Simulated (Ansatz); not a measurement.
**From GeF4 to GeI4: predicting a member**

On one Ge centre, n of the F ligands are replaced by I. The atomisation energy (no zero-point term) y in kJ/mol at MP2/def2-TZVPP. Shapes: PBE0-D4/def2-TZVP. Programs: Ansatz 0.2.0.

```
molecule  n  y (kJ/mol)
    GeF4  0        2014
  GeI2F2  2        1523
   GeI3F  3           ?
    GeI4  4        1062
```

Q: Fit y = c + s·n to the known rows and predict GeI3F.

A: 
1. Means of the 3 rows: n = 2.00000, y = 1533.0.
2. Σ(Δn)² = 8, Σ(Δn·Δy) = -1904, so the slope is -1904/8 = -238.
3. Intercept: 1533.0 − (-238) × 2.00000 = 2009.0. The largest residual of the fit is 10.
4. GeI3F: 2009.0 + (-238) × 3 = 1295 kJ/mol.

The run gave 1287 kJ/mol, so the prediction is off by +8 kJ/mol, within the largest residual. The steps per swap are -246, -236, -225 kJ/mol. The slope is the difference between a Ge–I and a Ge–F bond. Other levels give for GeI3F: BHLYP-D4/def2-TZVPP 1147; MP2/def2-SVP 1157 kJ/mol. Spin-orbit coupling of the free atoms (F 2, I 30 kJ/mol each; the atoms kept shift only the intercept) is left out. For atoms past krypton def2 sets carry core potentials with scalar relativity. Relativity is left out for Ge. Outer-core shells of Ge, I are correlated, in sets that cover them unevenly.

Replacing F by I weakens binding by a nearly constant amount, so the atomisation energy is close to a sum of bond contributions. Ge–F bonds are stronger because fluorine is small and very electronegative, giving short, highly polar bonds, whereas the diffuse 5p orbitals of iodine overlap less well with germanium and the bond has less ionic stabilisation.

The departure from additivity is systematic: the loss per swap shrinks from -246 to -225 kJ/mol, and both mixed molecules lie below the line joining GeF4 and GeI4. Fluorines therefore bind slightly better in each other's company, probably because they make germanium more positive and strengthen the remaining polar bonds. Atomic spin-orbit terms, being linear in n, would change the slope but not this curvature. In electronic energy, redistribution of the mixed halides into GeF4 and GeI4 is mildly favourable, but mixing entropy opposes it, so the data do not settle which species dominate at equilibrium.
